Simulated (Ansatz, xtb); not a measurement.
**Ligand exchange: C2H7GaO + SnH3(CH3) → CH5GaO + SnH2(CH3)2**

Species: C2H7GaO `C[O][GaH][CH3]`, singlet; SnH3(CH3), singlet; CH5GaO `C[O][GaH2]`, singlet; SnH2(CH3)2, singlet. The partners trade CH3 for H: Ga–CH3 and Sn–H bonds give way to Ga–H and Sn–CH3.

Shapes, held fixed at every level: PBE0-D4/def2-TZVP. Flexible molecules stand in one conformer, not always the lowest. Programs: Ansatz 0.2.0, xtb 6.7.1. The zero-point and thermal change to 298 K, harmonic and unscaled (PBE0-D4/def2-TZVP), is +0.6 kJ/mol.

Task: Estimate ΔH(298 K) of this reaction.

Result: The highest level, CCSD(T)/def2-TZVPP, gives ΔH(298 K) = +11.8 kJ/mol; the levels span -21.3 to +14.5. They disagree on the sign: 8 of 9 are positive. The column of differences is taken from that level and isn't an error. No measured value is set beside it here. For atoms past krypton def2 sets carry core potentials with scalar relativity. Relativity is left out for Ga. Outer-core shells of Ga, Sn are correlated in most correlated rows, in sets that cover them unevenly.

| level | kind | ΔH(298 K) (kJ/mol) | less CCSD(T)/def2-TZVPP |
| --- | --- | --- | --- |
| GFN1-xTB | semi-empirical | -21.3 | -33.1 |
| HF/def2-SVP | Hartree–Fock | +14.5 | +2.7 |
| PBE-D4/def2-TZVPP | GGA | +12.4 | +0.6 |
| r2SCAN-D4/def2-TZVPP | meta-GGA | +13.3 | +1.5 |
| B3LYP-D4/def2-TZVPP | global hybrid | +12.0 | +0.2 |
| wB97M-V/def2-TZVPP | range-separated hybrid | +12.1 | +0.3 |
| MP2/def2-TZVPP | perturbation theory | +10.0 | -1.8 |
| CCSD/def2-TZVPP | coupled cluster or CI | +12.1 | +0.3 |
| CCSD(T)/def2-TZVPP | coupled cluster or CI | +11.8 | 0.0 |

The exchange is modestly endothermic: methyl prefers gallium and hydride prefers tin, relative to the swapped arrangement. The thermal term is tiny, so the preference is electronic. A probable source is the formally empty p orbital on three-coordinate gallium, which can accept hyperconjugative density from the methyl C–H bonds, whereas saturated tin has no comparable acceptor. Donation from the alkoxide oxygen competes for the same orbital and probably keeps the effect small.

Because the number of bonds of each kind to carbon and hydrogen is conserved overall, much of the correlation energy cancels. This explains why Hartree–Fock, even in a small basis, lies close to the density functionals and coupled cluster, and why triples barely alter the CCSD value. GFN1-xTB alone reverses the sign, which suggests that its parameters misjudge the balance between metal–hydrogen and metal–carbon bonds. The preference applies to isolated monomers and need not carry over to condensed phases, where alkoxygallanes typically associate through Ga–O bridges.
